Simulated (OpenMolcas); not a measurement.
SiCl3: a line through the functionals

The species is SiCl3 (4 atoms), meant as a doublet with charge 0. As SMILES, `Cl[Si](Cl)Cl`. The coordinates come from a PBE0-D4/def2-TZVP relaxation.

The vertical ionisation energy (to the singlet cation) y, in eV, basis aug-cc-pVDZ; a is the functional's share of exact exchange. Programs: OpenMolcas 26.06.

| functional | program | a | y (eV) |
| --- | --- | --- | --- |
| UBLYP | OpenMolcas | 0 | 8.79 |
| U-revPBE | OpenMolcas | 0 | 8.93 |
| UB3LYP | OpenMolcas | 0.2 | ? |
| UPBE0 | OpenMolcas | 0.25 | 9.26 |
| UBHLYP | OpenMolcas | 0.5 | 9.34 |

Fit y = c + s·a to the known rows and predict UB3LYP.


1. Means of the 4 rows: a = 0.1875, y = 9.080.
2. Σ(Δa)² = 0.17188, Σ(Δa·Δy) = 0.175, so the slope is 0.175/0.17188 = 1.0182.
3. Intercept: 9.080 − (1.0182) × 0.1875 = 8.889. The largest residual of the fit is 0.12.
4. UB3LYP: 8.889 + (1.0182) × 0.2 = 9.09 eV.

The run gave 9.18 eV, so the prediction is off by -0.09 eV, within the scatter of the fit. The rows mix families of semi-local functionals, which the line can't see.

The vertical ionisation energy rises with the share of exact exchange across all five functionals, from 8.79 eV with UBLYP to 9.34 eV with UBHLYP. The electron leaves the singly occupied orbital of the pyramidal radical, a silicon-centred 3s/3p hybrid with some antibonding chlorine character. Exact exchange probably raises the energy by reducing an excessive stabilisation of the cation, whose positive charge semi-local functionals tend to spread too easily over silicon and chlorine.

The response isn't uniform, however. Going from UBLYP to UB3LYP raises the value more than going on to UBHLYP, although the second step adds more exact exchange. The slope is therefore an average over these functionals rather than a constant sensitivity of the molecule, and the close prediction for UB3LYP doesn't establish a linear law. Because the closed-shell cation prefers a planar geometry, its relaxation should make the adiabatic ionisation energy clearly lower than these vertical values.
